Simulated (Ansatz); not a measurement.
Gd: pressure and energy above lowest point against volume scale

All results are calculated (Ansatz 0.2.0). Free energy against uniform scaling of the volume at fixed shape and fractions; periodic cell, basis, potentials, k mesh and filling as listed.

The cell before it is scaled or strained (space group Fm-3m, No. 225):
```
cell vectors (Å)
   0.0000     2.5858     2.5858
   2.5858     0.0000     2.5858
   2.5858     2.5858     0.0000
atoms (fractions of the cell vectors)
Gd  0.00000  0.00000  0.00000
```

Settings of every row: functional PBEsol; dispersion none; potentials PAW; wave cutoff 500 eV; density cutoff 2000 eV; k mesh 10x10x10; k shift 0x0x0; occupations fermi dirac; smearing width 0.1 eV; spin collinear.

Limits: coarse k mesh, up to 40 meV an atom off; minimum outside the range; state may not be the lowest; the cell comes from a prototype or a list of computed structures and needn't be the stable phase; with one magnetic atom in the cell only parallel moments are possible.

```
row  volume scale  V (Å³/atom)  pressure (GPa)  energy above lowest point (meV/atom)
  1          0.92       31.813           -1.05                                     0
  2        0.9467       32.736           -1.82                                   8.3
  3        0.9733       33.656           -2.49                                  20.8
  4             1       34.579           -3.06                                  36.8
  5        1.0267       35.502           -3.55                                  55.8
  6        1.0533       36.422               ?                                     ?
  7          1.08       37.346           -4.34                                 101.4
```

Question: what pressure and energy above lowest point should row 6 give?

Worked fit of pressure. Take u = (V_r/V)^(2/3) − 1 with V_r = 34.117 Å³ an atom, which is twice the finite (Eulerian) strain; such expansions in the strain, on which the Birch-Murnaghan equation of state is built, carry the rest volume and the bulk modulus. The shown rows have u = 0.04772, 0.02793, 0.00911, -0.00893, -0.02618, -0.05851. Least squares give pressure = −2.783 + 31.92 × u + 91.2 × u² GPa; a straight line predicts inner rows, each left out in turn, worse (root mean square 0.1 against 0.006 GPa). The rows lie off it by 0.00, 0.00, -0.01, 0.00, 0.01, 0.00. The withheld row has u = -0.04265, so the fit gives −2.783 + 31.92 × (-0.04265) + 91.2 × (-0.04265)² = -3.98 GPa.

The calculation gave -3.97 GPa. The fit lies 0.01 GPa (0.3 % of the column's range) below it, one unit of the last digit.

Worked fit of energy above lowest point. Take u = (V_r/V)^(2/3) − 1 with V_r = 34.117 Å³ an atom, which is twice the finite (Eulerian) strain; such expansions in the strain, on which the Birch-Murnaghan equation of state is built, carry the rest volume and the bulk modulus. The shown rows have u = 0.04772, 0.02793, 0.00911, -0.00893, -0.02618, -0.05851. Least squares give energy above lowest point = 28.35 − 888.2 × u + 6155 × u² meV/atom; a straight line predicts inner rows, each left out in turn, worse (root mean square 6.8 against 0.047 meV/atom). All shown rows lie on it to the printed digit. The withheld row has u = -0.04265, so the fit gives 28.35 − 888.2 × (-0.04265) + 6155 × (-0.04265)² = 77.4 meV/atom.

The calculation gave 77.4 meV/atom. The fit meets it to the printed digit.
